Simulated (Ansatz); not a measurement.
# Ti2AlC: pressure and energy above lowest point against volume scale

Free energy against uniform scaling of the volume at fixed shape and fractions; periodic cell, basis, potentials, k mesh and filling as listed. The results are calculated, by Ansatz 0.2.0.

The cell before it is scaled or strained (space group P6_3/mmc, No. 194):
```
CELL_PARAMETERS angstrom
3.05740 0.00000 0.00000
-1.52870 2.64780 0.00000
0.00000 0.00000 13.68600
ATOMIC_POSITIONS crystal
Ti 0.33333 0.66667 0.08401
Ti 0.66667 0.33333 0.58401
Ti 0.66667 0.33333 0.91599
Ti 0.33333 0.66667 0.41599
Al 0.33333 0.66667 0.75000
Al 0.66667 0.33333 0.25000
C 0.00000 0.00000 0.00000
C 0.00000 0.00000 0.50000
```

Settings of every row: functional PBEsol; dispersion none; potentials PAW; wave cutoff 500 eV; density cutoff 2000 eV; k mesh 10x10x2; k shift 0x0x0; occupations cold; smearing width 0.15 eV; spin none.

Limits: coarse k mesh, up to 40 meV an atom off; the cell comes from a prototype or a list of computed structures and needn't be the stable phase.

```
row  volume scale  V (Å³/atom)  pressure (GPa)  energy above lowest point (meV/atom)
  1          0.88       12.187           22.93                                  87.9
  2          0.92       12.741           12.34                                  27.6
  3          0.96       13.295            3.72                                   0.3
  4             1       13.849           -3.29                                     0
  5          1.04       14.403              -9                                  21.6
  6          1.08       14.957               ?                                     ?
  7          1.12       15.511          -17.41                                   115
```

Question: what pressure and energy above lowest point should row 6 give?

Worked fit of pressure. Take u = (V_r/V)^(2/3) − 1 with V_r = 13.572 Å³ an atom, which is twice the finite (Eulerian) strain; such expansions in the strain, on which the Birch-Murnaghan equation of state is built, carry the rest volume and the bulk modulus. The shown rows have u = 0.0744, 0.04302, 0.01384, -0.01338, -0.03884, -0.08518. Least squares give pressure = 0.037 + 257.3 × u + 648.9 × u² + 385 × u³ GPa; a parabola predicts inner rows, each left out in turn, worse (root mean square 0.063 against 0.0041 GPa). All shown rows lie on it to the printed digit. The pressure vanishes at u = -0.0001, or V = 13.57 Å³ an atom, and there the bulk modulus at fixed shape and fractions is B = −V dP/dV = (2/3)(1 + u) dP/du = 171 GPa. Letting shape and atoms relax would as a rule lower it, by much in layered, chain or molecular crystals. The withheld row has u = -0.06273, so the fit gives 0.037 + 257.3 × (-0.06273) + 648.9 × (-0.06273)² + 385 × (-0.06273)³ = -13.65 GPa.

The calculation gave -13.65 GPa. The fit meets it to the printed digit.

Worked fit of energy above lowest point. Take u = (V_r/V)^(2/3) − 1 with V_r = 13.572 Å³ an atom, which is twice the finite (Eulerian) strain; such expansions in the strain, on which the Birch-Murnaghan equation of state is built, carry the rest volume and the bulk modulus. The shown rows have u = 0.0744, 0.04302, 0.01384, -0.01338, -0.03884, -0.08518. Least squares give energy above lowest point = −2.85 + 5.8 × u + 16313 × u² meV/atom; a straight line predicts inner rows, each left out in turn, worse (root mean square 40 against 0.063 meV/atom). The rows lie off it by 0.0, 0.0, -0.1, 0.0, 0.1, 0.0. Its lowest point lies at u = -0.0002, or V = 13.58 Å³ an atom, and the curvature there gives the bulk modulus at fixed shape and fractions, B = (4/9)(1 + u)² E″(u)/V = 171 GPa. Letting shape and atoms relax would as a rule lower it, by much in layered, chain or molecular crystals. The withheld row has u = -0.06273, so the fit gives −2.85 + 5.8 × (-0.06273) + 16313 × (-0.06273)² = 61.0 meV/atom.

The calculation gave 61 meV/atom. The fit meets it to the printed digit.
